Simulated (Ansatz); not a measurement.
BaSr3Ti4O12: do energies and stresses tell the same story?

The calculation used Ansatz 0.2.0, DFT PBEsol, scalar-relativistic, plane waves, PAW.

Plane waves to 420 eV, a k mesh through Γ of 8×8×2 on the computed 20-atom cell and Gaussian smearing (0.02 eV); no spin polarisation.

Relaxed cell: P4/mmm, a = 3.911 Å, b = 3.911 Å, c = 15.644 Å, α = 90.00°, β = 90.00°, γ = 90.00°, 20 atoms in the primitive cell. Whether it is the stable form of this composition wasn't checked.

Energies at zero smearing and pressures from the stress tensor, at volumes with shape and atoms relaxed:
```tsv
V (Å³/atom)	E − E(first) (meV/atom)	P (GPa)
10.531	0.00	31.16
10.890	-58.53	21.36
11.249	-96.84	13.05
11.608	-117.97	5.99
11.967	-124.48	-0.01
12.326	-118.57	-5.11
12.685	-102.18	-9.44
13.163	-66.57	-14.21
```

Task: Check P = −dE/dV between neighbouring volumes, and get the bulk modulus from the pressures alone.

Result: With 1 eV/Å³ = 160.2 GPa:
```
middle V (Å³/atom)  −ΔE/ΔV (GPa) mean P (GPa)
            10.710        26.124        26.259
            11.069        17.096        17.204
            11.428         9.428         9.519
            11.787         2.906         2.990
            12.146        -2.636        -2.559
            12.505        -7.317        -7.274
            12.924       -11.919       -11.824
```

The two differ by 0.14 GPa at most. The mean of two end pressures misses the average over a step by about ΔV² P″/12, up to 0.13 GPa here; with that taken off 0.02 GPa remains. Around V = 11.967 Å³/atom, the two neighbours give B = −V ΔP/ΔV = 11.967 × 11.10 / 0.718 = 184.9 GPa, against B0 = 184.0 GPa from the Birch–Murnaghan fit of the energies.

Spin-orbit coupling is left out, which matters for the bands of heavy elements.

A ferromagnetic start lost its moments in a first run, so spin was left out; other magnetic orders weren't tried.

Cost: 9 runs of about 69 core-minutes in all, on Intel Xeon Processor @ 2.50GHz (Skylake/Cascade Lake) (shared hosts).

Energies and stresses do describe the same equation of state. The mean pressure lies above the energy slope in every interval, as expected for a convex P(V) curve, so the offset mainly reflects the finite volume steps rather than a physical discrepancy. The small remainder suggests that Pulay stress is minor, provided the energies were not all computed with one fixed set of plane waves. The gap between 184.9 and 184.0 GPa probably has a similar origin: the curvature of P(V) weakens on expansion, which makes a symmetric difference slightly overestimate the slope at its centre.

The stiffness itself is typical of a titanate perovskite, where the corner-sharing Ti–O framework combines strong ionic attraction with O 2p–Ti 3d covalency. Compression shortens these contacts and brings steeply rising overlap repulsion between filled shells, so the pressure climbs faster at small volume than it falls on expansion. This agreement establishes internal consistency, but it does not test whether the lattice is stable against polar Ti displacements or octahedral rotations, either of which could change the elastic response.
